Quartic correction to the form-dependence estimate of an equation-of-state pressure marker: copper against tungsten at 150 GPa

Statement

Let e = ln(V0/V), let K = −V(∂P/∂V) at fixed T be the isothermal bulk modulus, let primes denote derivatives with respect to P, and let the subscript 0 denote P = 0. Two equations of state that share V0, K0 and K0′ and are read at the same volume differ at leading order by K0 δ(K0K0″) e³/6. This estimate assumes that the expansion in e may be cut after the cubic term. Without the cut,

ΔP = K0 [d3 e³/6 + d4 e⁴/24 + ...],
d3 = δ(K0K0″),
d4 = 4K0′ δ(K0K0″) + δ(K0²K0‴).

For third-order Birch-Murnaghan (BM) minus Vinet (V), with k = K0′ − 5,

d3 = 7/3 − (3/4)k²,
d4 = 67/3 + (13/3)k − (13/2)k² − (1/2)k³.

The quartic term relative to the cubic one is r = d4 e/(4 d3), which is (67/28)e = 2.39e for K0′ = 5 and (36/19)e = 1.89e for K0′ = 4. In the model below, at 150 GPa (0.936 eV/Å³), r is 0.99 for copper and 0.53 for tungsten. The copper-minus-tungsten mismatch is 1.9 GPa at cubic order, 4.6 GPa with the quartic term and 6.7 GPa from the closed forms.

Where the assumption enters

Since de = −dV/V, K = dP/de, and for any function g of pressure dg/de = K g′. Repeated use gives

d²P/de² = KK′,
d³P/de³ = K(K′² + KK″),
d⁴P/de⁴ = K(K′³ + 4K′KK″ + K²K‴).

In the last step the derivative of KK′² with respect to P is K′³ + 2KK′K″, that of K²K″ is 2KK′K″ + K²K‴, and their sum is multiplied by K. Write P = K0 Σ c_n eⁿ/n!, so that c1 = 1, c2 = K0′, c3 = K0′² + K0K0″ and c4 = K0′³ + 4K0′K0K0″ + K0²K0‴. For two forms with common K0 and K0′ the orders e and e² cancel, and so do K0′² in c3 and K0′³ in c4, which leaves d3 and d4 as stated. The cubic estimate drops every order from n = 4 on.

A difference in K″ therefore acts twice. Even if the two forms agreed in K0²K0‴, the quartic term would be 4K0′d3 e⁴/24, which is K0′e times the cubic term. The natural smallness parameter is K0′e rather than e, and for K0′ of 4 to 5 it reaches unity at compressions that a soft marker passes below 150 GPa.

The coefficients for the two forms

Put u = e/3. The BM form, with ξ = (3/4)(K0′ − 4) and y = (V0/V)^(1/3) = exp(u), is P = (3K0/2)(y⁷ − y⁵)[1 + ξ(y² − 1)]. It is a sum of three exponentials in u, so every coefficient is explicit:

c_n(BM) = (3/2) 3⁻ⁿ [(1 − ξ)(7ⁿ − 5ⁿ) + ξ(9ⁿ − 7ⁿ)].

For n = 3 this is (218 + 168ξ)/18 = 7K0′ − 143/9, equivalent to K0K0″ = −[(3 − K0′)(4 − K0′) + 35/9]. For n = 4 it is (1776 + 2384ξ)/54 = (298K0′ − 896)/9.

The Vinet form, with η = (3/2)(K0′ − 1) and x = exp(−u), is P = 3K0 (1 − x) x⁻² exp[η(1 − x)]. Its factors expand as

(1 − x)x⁻² = exp(2u) − exp(u) = u + (3/2)u² + (7/6)u³ + (5/8)u⁴ + ...,
exp[η(1 − x)] = 1 + ηu + (η² − η)u²/2 + (η − 3η² + η³)u³/6 + ...

The u³ coefficient of the product is 7/6 + η + η²/2 and the u⁴ coefficient is 5/8 + 7η/12 + η²/4 + η³/6. Multiplying by 3·n!/3ⁿ, that is by 2/3 and by 8/9, gives

c3(V) = (3/4)K0′² − K0′/2 + 19/36,
c4(V) = K0′³/2 − K0′² + (23/18)K0′ − 2/9,

the first being equivalent to K0K0″ = −[K0′²/4 + K0′/2 − 19/36]. Subtraction yields d3 = −(3/4)K0′² + (15/2)K0′ − 197/12 and d4 = −K0′³/2 + K0′² + (191/6)K0′ − 298/3, and the substitution K0′ = 5 + k gives the stated polynomials.

For K0′ = 5, d3 = 7/3 and d4 = 67/3, made of 4K0′d3 = 140/3 and δ(K0²K0‴) = −73/3. For K0′ = 4, d3 = 19/12 and d4 = 12, made of 76/3 and −40/3. The difference in K‴ removes about half of the inherited term, so r is near K0′e/2. The coefficient d3 vanishes at K0′ = 5 ± √28/3, that is at 3.24 and 6.76, where d4 does not; near those values the quartic term leads. Both forms are entire functions of e, so the series converge at any compression and only the speed of convergence is in question.

Inputs

For a cubic crystal the bulk modulus is (C11 + 2C12)/3. The room-temperature values compiled by Blaschke, C11 = 168.3 and C12 = 121.2 GPa for fcc Cu and C11 = 522.39 and C12 = 204.37 GPa for bcc W, give 136.9 and 310.4 GPa, which are used as K0. The derivatives are assumed at round typical values, K0′ = 5 for Cu and 4 for W. Both metals sit in one hydrostatic cell at 300 K. The volumes are those at which Vinet reads 150 GPa: e = 0.4123 (V/V0 = 0.662) for Cu and e = 0.2808 (V/V0 = 0.755) for W. BM reads 159.8 and 153.1 GPa at these volumes. The cross-calibration mismatch is D = ΔP(Cu) − ΔP(W), the disagreement of the two markers if both follow one form and are read with the other.

Size of the correction (GPa)

term | Cu | W | D
cubic | 3.7 | 1.8 | 1.9
quartic | 3.7 | 1.0 | 2.7
cubic + quartic | 7.4 | 2.8 | 4.6
closed forms | 9.8 | 3.1 | 6.7

For copper the first correction equals the leading term, and the orders beyond it add a further 2.4 GPa; for tungsten they add 0.3 GPa. In D the cubic terms cancel by about half and the quartic terms by only about a quarter, because tungsten is less compressed, so the correction is 1.4 times the term it corrects. The cubic estimate is good to r = 0.2 only up to 14 GPa for Cu and 40 GPa for W. Multiplying the cubic term by exp(r) reproduces the quartic term by construction and guesses the rest; it gives 10.0 and 3.1 GPa. Where the closed forms are known, they should be subtracted directly.

Comparison with the other terms

The measurement terms, δP = −K δV/V + αK δT with α the volume expansion coefficient, are linear in small deviations about the compressed state and do not involve the cut in e, provided K is taken at pressure. For Vinet, K = P(x/3)[1/(1 − x) + 2/x + η], which is 701 GPa for Cu and 814 GPa for W. An illustrative δV/V = 10⁻³, about 0.001 Å in a lattice parameter near 3 Å, gives 0.70 and 0.81 GPa, or 1.1 GPa in D if the two are independent. The linear expansion coefficients at 293 K compiled by Kaye and Laby Online (NPL), 16.5 and 4.5 × 10⁻⁶ K⁻¹, tripled and multiplied by K0, give αK = 6.8 and 4.2 MPa/K. Taken as independent of compression, these amount to 0.07 and 0.04 GPa for δT = 10 K. The quartic term in D exceeds all of these.

Two input uncertainties need sizes. If the compiled elastic constants are adiabatic, K0 is to be divided by 1 + αγT, which is 1.03 for Cu with a typical Grüneisen parameter γ ≈ 2; redoing the comparison at 150 GPa raises the copper gap by 0.3 GPa. The choice of K0′ matters more, and d3 alone does not measure it: at fixed pressure e shifts with K0′ (for Cu from 0.412 to 0.400 between K0′ = 5.0 and 5.3), and at K0′ = 5, where d3 is stationary, d4 has slope 13/3. From the closed forms, with the volumes redetermined so that Vinet reads 150 GPa, the copper gap is 10.2, 9.8 and 9.0 GPa for K0′ = 4.7, 5.0 and 5.3, and the tungsten gap is 2.1, 3.1 and 3.6 GPa for K0′ = 3.7, 4.0 and 4.3. An illustrative ±0.3 in K0′ thus moves either column by up to about 1 GPa, in opposite directions, so the shifts add in D: raising both values by 0.3 gives 5.3 GPa and lowering both gives 8.1 GPa.

An uncertainty in K0′ also rivals the whole effect directly. At fixed volume Vinet depends on K0′ only through exp[(3/2)(1 − x)K0′], so the gap is closed by raising the Vinet value by ln(P_BM/P_V)/[(3/2)(1 − x)], which is 0.33 for Cu and 0.15 for W. The figure D = 6.7 GPa, or 4.5 % of the pressure, is therefore the model's, and it applies when K0 and K0′ are fixed at low pressure and extrapolated. The model compressions lie close to the typical ones at 150 GPa, roughly 0.67 for Cu and 0.76 for W. Scales fitted over the whole range let each form take its own K0′, which absorbs much of the gap; as typical knowledge such Cu and W scales agree within roughly 2 % at this pressure, so the model overstates their disagreement by a factor of two or more.